Dear colleague,

The cosine you fit to your rotating-field data follows from a short calculation, Slonczewski's free-electron model of 1989. Its message is that the polarisation entering the magnetoresistance belongs to an interface, electrode and barrier together. Here is the whole argument, with the sizes of the dropped terms and numbers for cobalt.

## 1. Premises and conventions

1. **Geometry.** The left electrode fills $x<0$, the barrier $0<x<d$, the right electrode $x>d$. The interfaces are flat, so the parallel wave vector $\mathbf q$ is conserved. I write $s=q^2$.
2. **Bands.** Each electrode has one parabolic band of free-electron mass $m$, split rigidly by a Stoner exchange energy $\Delta$.
3. **Barrier.** It is rectangular and nonmagnetic, of height $U$ above the Fermi level, and for now of mass $m$.
4. **Transport.** It is elastic and coherent, at vanishing bias and temperature, without spin-orbit coupling or spin-flip scattering. The electrodes are reservoirs that fill the incoming states incoherently.

The one-electron Hamiltonian is

$$H=-\frac{\hbar^2\nabla^2}{2m}+V(x)-\frac{\Delta(x)}{2}\,\mathbf n(x)\cdot\boldsymbol\sigma ,$$

with $V$, $\Delta$ and $\mathbf n$ constant in each region and $\Delta=0$ in the barrier. The unit vector $\mathbf n$ is the majority-spin direction, so $\uparrow$ always means the local majority band. The angle $\theta$ between the two vectors $\mathbf n$ equals the angle between the magnetisations. Primes mark the right electrode.

Let $E_{F\sigma}$ be the Fermi energy counted from the bottom of band $\sigma$, so that $E_{F\uparrow}-E_{F\downarrow}=\Delta$. With the factor $e^{i\mathbf q\cdot\mathbf r_\parallel}$ split off, the normal wave numbers at the Fermi level are

$$k_\sigma(s)=\sqrt{2mE_{F\sigma}/\hbar^2-s},\qquad \kappa(s)=\sqrt{2mU/\hbar^2+s}.\tag{1}$$

Both bands are taken as occupied, so $k_\uparrow>k_\downarrow>0$ at $s=0$. In our units $\hbar^2/2m=3.81$ eV Å$^2$.

Without spin-orbit coupling the spin axes are independent of the spatial ones. I put the left $\mathbf n$ along the spin $z$ axis and the right one along $(\sin\theta,0,\cos\theta)$. The eigenspinors of $\mathbf n'\cdot\boldsymbol\sigma$ are $(\cos\frac\theta2,\sin\frac\theta2)$ for eigenvalue $+1$ and $(-\sin\frac\theta2,\cos\frac\theta2)$ for $-1$. A spinor given in the left basis is carried to the right basis by

$$\mathcal U=\begin{pmatrix}\cos\frac\theta2&\sin\frac\theta2\\-\sin\frac\theta2&\cos\frac\theta2\end{pmatrix}.$$

## 2. The conductance formula

A right-moving channel $(\mathbf q,\sigma)$ has $dk/2\pi$ states per unit length with velocity $\hbar^{-1}dE/dk$, so it brings $dE/h$ electrons per second in the interval $dE$. A small bias $V_b$ opens a window $eV_b$ in which only one reservoir is filled, and each channel contributes $(e^2/h)V_b$ times its transmission probability. With $\mathcal A\,d^2q/(2\pi)^2$ transverse channels in a junction of area $\mathcal A$,

$$\frac{G}{\mathcal A}=\frac{e^2}{h}\int\frac{d^2q}{(2\pi)^2}\sum_{\sigma\sigma'}T_{\sigma'\sigma}(s).\tag{2}$$

Probabilities add, for two reasons. The incoming $\uparrow$ and $\downarrow$ channels are filled without a phase relation. The outgoing wave $\sum_{\sigma'}t_{\sigma'\sigma}e^{ik'_{\sigma'}(x-d)}|\sigma'\rangle$ carries the flux $(\hbar/m)\,\mathrm{Im}\,\psi^\dagger\partial_x\psi=(\hbar/m)\sum_{\sigma'}k'_{\sigma'}|t_{\sigma'\sigma}|^2$, because the two spinors are orthogonal. Dividing by the incoming flux $\hbar k_\sigma/m$ gives $T_{\sigma'\sigma}=(k'_{\sigma'}/k_\sigma)|t_{\sigma'\sigma}|^2$.

## 3. Matching the wave function

The potentials have finite steps and the mass is uniform, so the spinor and its derivative are continuous. In the barrier, in the left basis, write $\psi=a\,e^{-\kappa x}+b\,e^{\kappa(x-d)}$ with two-component $a$ and $b$. The barrier is spin-blind, so this form holds in any spin basis, and each interface can be treated in the basis of its own electrode, where the components decouple.

**Left interface.** For one component let the electrode wave be $\eta\,e^{ikx}+r\,e^{-ikx}$, with $\eta=1$ for the incident spin and $0$ for the other, and put $\beta=b\,e^{-\kappa d}$. Continuity gives

$$\eta+r=a+\beta,\qquad ik(\eta-r)=\kappa(\beta-a).$$

Multiply the first equation by $ik$ and add the second: $2ik\eta=(ik-\kappa)a+(ik+\kappa)\beta$. Hence

$$a=\tau\,\eta+\rho\,\beta,\qquad \tau=\frac{2k}{k+i\kappa},\qquad \rho=\frac{\kappa+ik}{\kappa-ik}.\tag{3}$$

**Right interface.** In the right basis the decaying wave arrives with amplitude $\alpha=\mathcal U a\,e^{-\kappa d}$ and the growing one has amplitude $\tilde b=\mathcal U b$. Nothing comes in from the right, so for each component

$$\alpha+\tilde b=t,\qquad \kappa(\tilde b-\alpha)=ik't .$$

Subtracting the second equation, divided by $\kappa$, from the first gives $2\alpha=t(1-ik'/\kappa)$, and then $\tilde b=t-\alpha$:

$$t=\tau'\alpha,\qquad \tilde b=\rho'\alpha,\qquad \tau'=\frac{2\kappa}{\kappa-ik'},\qquad \rho'=\frac{\kappa+ik'}{\kappa-ik'}.\tag{4}$$

**Closing the loop.** Regard $\tau,\rho,\tau',\rho'$ as diagonal $2\times2$ matrices. Then $\beta=e^{-2\kappa d}\,\mathcal U^\dagger\rho'\mathcal U\,a$, and (3) becomes a linear equation for $a$. The exact transmission matrix is

$$t=e^{-\kappa d}\,\tau'\,\mathcal U\left[1-e^{-2\kappa d}\rho\,\mathcal U^\dagger\rho'\mathcal U\right]^{-1}\tau .\tag{5}$$

For real $k$ we have $|\rho|=1$. For a closed channel, $k=i\gamma$ with $\gamma>0$, we have $|\rho|=|\kappa-\gamma|/(\kappa+\gamma)<1$. The matrix multiplying $e^{-2\kappa d}$ therefore has norm at most one, and the geometric series of the inverse, which counts round trips in the barrier, converges. Replacing the bracket by unity changes the total transmission by a relative amount of order $e^{-2\kappa d}$. This is the first approximation.

With $|\tau|^2=4k^2/(k^2+\kappa^2)$ and $|\tau'|^2=4\kappa^2/(k'^2+\kappa^2)$,

$$T_{\sigma'\sigma}=w'_{\sigma'}\,|\mathcal U_{\sigma'\sigma}|^2\,w_\sigma\,e^{-2\kappa d},\qquad w_\sigma=\frac{4\kappa k_\sigma}{k_\sigma^2+\kappa^2},\tag{6}$$

with the same form for $w'$, and $w=0$ for a closed channel, which carries no flux. The transmission is a product of a left interface weight, a spin projection, a right interface weight and a spin-independent decay.

## 4. The angular law

The projection is $\cos^2\frac\theta2=\frac12(1+\cos\theta)$ for majority to majority and minority to minority, and $\sin^2\frac\theta2=\frac12(1-\cos\theta)$ for the other two. Collecting the terms with and without $\cos\theta$,

$$\sum_{\sigma\sigma'}T_{\sigma'\sigma}=\tfrac12e^{-2\kappa d}\left[(w_\uparrow+w_\downarrow)(w'_\uparrow+w'_\downarrow)+(w_\uparrow-w_\downarrow)(w'_\uparrow-w'_\downarrow)\cos\theta\right].\tag{7}$$

Define the polarisation of an interface as $P=(w_\uparrow-w_\downarrow)/(w_\uparrow+w_\downarrow)$, called $P_1$ on the left and $P_2$ on the right, and let $S=(w_\uparrow+w_\downarrow)(w'_\uparrow+w'_\downarrow)$. The right side of (7) is $\frac12e^{-2\kappa d}S\,(1+P_1P_2\cos\theta)$ at every $\mathbf q$. Multiply numerator and denominator of $P$ by $(k_\uparrow^2+\kappa^2)(k_\downarrow^2+\kappa^2)/4\kappa$ and factorise:

$$k_\uparrow(k_\downarrow^2+\kappa^2)\mp k_\downarrow(k_\uparrow^2+\kappa^2)=(k_\uparrow\mp k_\downarrow)(\kappa^2\mp k_\uparrow k_\downarrow).$$

Therefore

$$P=\frac{k_\uparrow-k_\downarrow}{k_\uparrow+k_\downarrow}\;\frac{\kappa^2-k_\uparrow k_\downarrow}{\kappa^2+k_\uparrow k_\downarrow}\equiv P_S\,B .\tag{8}$$

## 5. The sum over parallel momentum

Inserting (7) in (2) gives

$$G(\theta)=G_0\,(1+\Pi\cos\theta),\qquad \Pi=\frac{\int ds\,e^{-2\kappa d}\,S\,P_1P_2}{\int ds\,e^{-2\kappa d}\,S}.\tag{9}$$

The pure cosine thus needs only the first approximation. That $\Pi$ factorises into one number per interface needs a second one.

Since $\kappa^2=\kappa_0^2+s$, where the subscript marks $s=0$, we have $d^2q/(2\pi)^2=ds/4\pi=\kappa\,d\kappa/2\pi$, and

$$\int_{\kappa_0}^\infty\frac{\kappa\,d\kappa}{2\pi}\,e^{-2\kappa d}=\frac{\kappa_0}{4\pi d}\,e^{-2\kappa_0d}\left(1+\frac{1}{2\kappa_0d}\right).$$

The weight confines $\kappa-\kappa_0$ to a mean of $1/2d$ at leading order, and $s\simeq2\kappa_0(\kappa-\kappa_0)$, so $\langle s\rangle\simeq\kappa_0/d$. As $d\to\infty$ only normal incidence survives, the slowly varying factors can be taken at $s=0$, and

$$G(\theta)=G_0\,(1+P_1P_2\cos\theta),\qquad \frac{G_0}{\mathcal A}=\frac{e^2}{h}\,\frac{\kappa_0}{8\pi d}\,S(0)\,e^{-2\kappa_0d},\tag{10}$$

with $P_1$ and $P_2$ from (8) at $s=0$, where the $k_\sigma$ are the full Fermi wave numbers. This is Slonczewski's result.

The error of this second approximation is algebraic in $1/d$, so it needs a size. Expand numerator and denominator of $\Pi$ to first order in $s$. The variation of $S$ cancels in the ratio, leaving $\Pi\simeq P_1P_2+(\kappa_0/d)\,d(P_1P_2)/ds$. From (1), $dk_\sigma/ds=-1/2k_\sigma$. Write $P_S=(k_\uparrow^2-k_\downarrow^2)/(k_\uparrow+k_\downarrow)^2$, whose numerator does not depend on $s$; then $d\ln P_S/ds=1/k_\uparrow k_\downarrow$. Write $B=(\xi-1)/(\xi+1)$ with $\xi=\kappa^2/k_\uparrow k_\downarrow$; then $dB/d\xi=2/(\xi+1)^2$, and

$$\frac{dP}{ds}=\frac{P}{k_\uparrow k_\downarrow}+P_S\,\frac{2\xi}{(\xi+1)^2}\left(\frac1{\kappa^2}+\frac1{2k_\uparrow^2}+\frac1{2k_\downarrow^2}\right).\tag{11}$$

Each interface polarisation is in effect shifted by $\delta P=(\kappa_0/d)\,dP/ds$, upward whenever $P\ge0$: oblique electrons see a larger $\kappa$, and the minority band loses a larger fraction of its normal momentum.

## 6. What you measure

With $\mathrm{TMR}=(G_P-G_{AP})/G_{AP}=(R_{AP}-R_P)/R_P$, where P is $\theta=0$ and AP is $\theta=\pi$,

$$\mathrm{TMR}=\frac{2\Pi}{1-\Pi},\qquad \frac{R(\theta)-R_P}{R_P}=\frac{\Pi\,(1-\cos\theta)}{1+\Pi\cos\theta}.\tag{12}$$

With $\Pi=P_1P_2$ the first expression has the form of Julliere's formula of 1975, but the $P_i$ now depend on the barrier. The conductance is harmonic in $\theta$ and the resistance is not, so fit $G$. One junction yields only the product $\Pi$.

## 7. Sign change and the Stearns limit

The weight can be written $w=\kappa|\tau|^2/k$. The factor $1/k$ is proportional to the density of states of one-dimensional normal motion, and $|\tau|^2$ is the probability density at the interface for an incident wave of unit amplitude.

- For a **high barrier**, $\kappa\gg k$, the interface is nearly a hard wall with a node, $|\tau|^2\simeq4k^2/\kappa^2$, and $w\simeq4k/\kappa$ favours the fast majority electrons.
- For a **low barrier**, $\kappa\ll k$, the interface is an antinode, $|\tau|^2\simeq4$, and $w\simeq4\kappa/k$ favours the minority electrons, so $P\to-P_S$.

In between, $w(k)$ peaks at $k=\kappa$ with the value 2 and is unchanged under $k\to\kappa^2/k$. The two spins are weighted equally when $k_\downarrow=\kappa^2/k_\uparrow$, and $P$ changes sign at

$$\kappa^2=k_\uparrow k_\downarrow,\qquad\text{that is}\qquad U=U_c=\sqrt{E_{F\uparrow}E_{F\downarrow}} ,$$

so that $\xi=U/U_c$ at $s=0$. For two identical interfaces $\Pi$ is an average of $P^2$ and cannot be negative; near $U_c$ the TMR only dips, and at finite $d$ not quite to zero, because $P(s)$ vanishes at one value of $s$ at most. An inverse TMR requires interfaces of opposite sign.

For large $\xi$,

$$P=P_S\left(1-\frac{2}{\xi}+\frac{2}{\xi^2}-\dots\right)\to P_S=\frac{k_\uparrow-k_\downarrow}{k_\uparrow+k_\downarrow}.$$

This is the polarisation Stearns proposed in 1977 for the itinerant electrons of Fe, Co and Ni. A parabolic band has the density of states $mk_\sigma/2\pi^2\hbar^2$ per spin and volume at the Fermi level, so $P_S$ is also the density-of-states polarisation of that band. The derivation shows that this is a coincidence of parabolic dispersion, since the factor $k$ in $w$ came from matching. The limit is also a double one. At large $\xi$, (11) gives $\delta P/P\simeq\kappa_0/(d\,k_\uparrow k_\downarrow)$, which grows with barrier height. The Stearns value needs $\kappa_0^2\gg k_\uparrow k_\downarrow\gg\kappa_0/d$.

## 8. A barrier with its own mass

For an oxide, let the barrier mass be $\mu m$ and assume BenDaniel-Duke matching, with $\psi$ and $\partial_x\psi$ divided by the local mass continuous. This conserves flux, though for a metal-oxide contact it is an extra premise. Then $\kappa^2=2\mu mU/\hbar^2+s$ governs the decay, while the derivative conditions of section 3 contain $\lambda=\kappa/\mu$ in place of $\kappa$. So $\tau,\rho,\tau',\rho',w$ and $B$ take $\lambda$, and the exponentials and the prefactor $\kappa_0/8\pi d$ keep $\kappa$. With $\xi=\lambda^2/k_\uparrow k_\downarrow$, equal to $U/\mu U_c$ at $s=0$, equation (11) stands as written, because $d\ln\lambda^2/ds=1/\kappa^2$. A light barrier mass moves the interface toward the Stearns limit.

## 9. Range of validity

- **Opacity.** The cosine law (9) needs $e^{-2\kappa_0d}\ll1$. The round-trip terms of (5) hold further powers of $\mathcal U$ and bring higher harmonics such as $\cos2\theta$, suppressed by that factor.
- **Collimation.** The factorised form (10) needs $\kappa_0/d\ll k_\downarrow^2$ and $|\delta P|\ll|P|$. The latter always fails close to $U_c$. The prefactor $G_0$ has relative corrections of order $1/\kappa_0d$ and $\kappa_0/dk_\downarrow^2$.
- **Occupied minority band.** If it is empty, $w_\downarrow=0$ and $P=1$; (8) joins this value at $k_\downarrow=0$ and must not be continued to imaginary $k_\downarrow$.
- **Bias.** $eV_b$ must be small against $U$ and $E_{F\downarrow}$.
- **Temperature.** Since $d\kappa_0/dE=-\kappa_0/2U$, the transmission grows as $e^{cE}$ near the Fermi level with $c=\kappa_0d/U$. Averaging over $-\partial f/\partial E$ multiplies $G$ by $y/\sin y$, $y=\pi ck_BT<\pi$. The factor is common to all spin channels and drops out of $\Pi$. Magnons and the thermal loss of interface magnetisation are outside the model.
- **Structure.** Image forces, roughness, defect-assisted paths and interface bonding are absent. So is Bloch symmetry, and the model does not describe the symmetry filtering of crystalline MgO. In real cobalt the total density of states at the Fermi level is dominated by minority $d$ states, which the model omits on the assumption that they couple weakly into the barrier.

## 10. Numbers for cobalt

Take two identical electrodes with the illustrative inputs $k_\uparrow=1.0$ Å$^{-1}$ and $k_\downarrow=0.5$ Å$^{-1}$, so $P_S=1/3$. The ratio was chosen so that the Stearns limit lands near the tunnelling polarisation typical of cobalt (see the closing remark), so that limit predicts nothing about cobalt. The inputs imply $E_{F\uparrow}=3.81$ eV, $E_{F\downarrow}=0.95$ eV, $\Delta=2.86$ eV and $U_c=1.905$ eV, all parameters of the fictitious free-mass band. The thick-barrier result for $\mu=1$ is:

| $U$ (eV) | $\xi$ | $B$ | $P$ | TMR (%) |
|---|---|---|---|---|
| 1.0 | 0.525 | −0.312 | −0.104 | 2.2 |
| $U_c$ | 1 | 0 | 0 | 0 |
| 3.0 | 1.575 | 0.223 | 0.074 | 1.1 |
| 5.0 | 2.625 | 0.448 | 0.149 | 4.6 |
| $19\,U_c$ | 19 | 0.900 | 0.300 | 19.8 |
| $\infty$ | $\infty$ | 1 | 0.333 | 25.0 |

In the Stearns limit $\Pi=1/9$ and $G(\theta)=G_0(1+\frac19\cos\theta)$. By (12) the resistance has risen by 11.1 % at $90^\circ$, less than the 12.5 % that is half the full swing.

The approach to that limit is slow. The 5.0 eV row corresponds to a vacuum gap with the approximate work function of cobalt, and it delivers less than half of $P_S$. Coming within a tenth of $P_S$ needs $B=0.9$, hence $\xi=19$ and $U=36$ eV, and then also $d\gg\kappa_0/k_\uparrow k_\downarrow=6.2$ Å. With free masses and these wave numbers, the high-barrier limit is a mathematical reference that no vacuum or oxide barrier reaches.

Now a Co/Al$_2$O$_3$/Co junction, with typical inputs $U=3.0$ eV, $\mu=0.4$ and $d=15$ Å:

- $\kappa_0=0.561$ Å$^{-1}$, $\lambda_0=1.403$ Å$^{-1}$, $\xi=3.94$, $\kappa_0d=8.4$.
- $w_\uparrow=1.891$ and $w_\downarrow=1.265$, so $P=0.198$, $P^2=0.039$, and the thick-barrier TMR is 8.2 %.
- $e^{-2\kappa_0d}=4.9\times10^{-8}$, so the cosine law is exact for any practical purpose within the model.
- With $h/e^2=25.8$ kΩ, (10) gives $\mathcal A/G_0=3.6\times10^5$ Ω µm$^2$. Read this as an order of magnitude: one ångström of thickness changes the exponential by a factor 3.1.
- At 300 K, $y=0.228$ and the thermal factor is 1.009.

Collimation is the weak point. Here $\kappa_0/d=0.037$ Å$^{-2}$ against $k_\downarrow^2=0.25$ Å$^{-2}$. Equation (11) gives $dP/ds=1.01$ Å$^2$, so $\delta P=0.038$ and, to first order, $\Pi\simeq P^2+2P\,\delta P=0.054$. The correction is 38 % of the leading term, too large for a first-order estimate to be final. Numerical integration of (9), with $w_\downarrow=0$ once $s>k_\downarrow^2$, gives $\Pi=0.060$, an effective polarisation $\sqrt\Pi=0.25$ and a TMR of 13 %, while $G_0$ comes out at 0.93 of the value in (10). Since the first-order term falls as $1/d$, it drops to a tenth of $P^2$ only at $d=57$ Å.

The model's answer for this junction is therefore $G(\theta)=G_0(1+0.060\cos\theta)$ with a TMR of 13 %, between the thick-barrier 8.2 % and the Stearns-limit 25 %. These are the model's numbers, resting on assumed wave numbers, barrier height and mass. As typical knowledge, the tunnelling polarisation of cobalt through alumina is positive and roughly 0.35 to 0.4; with these inputs the model has that sign, falls short in polarisation by roughly a third, and falls short by a factor of two to three of the TMR that (12) would give for such polarisations. Use the cosine law for $G$ with confidence, treat $\Pi$ as the fitted quantity, and read (8) as the proof that changing the barrier alone can change the size and the sign of the polarisation of an interface.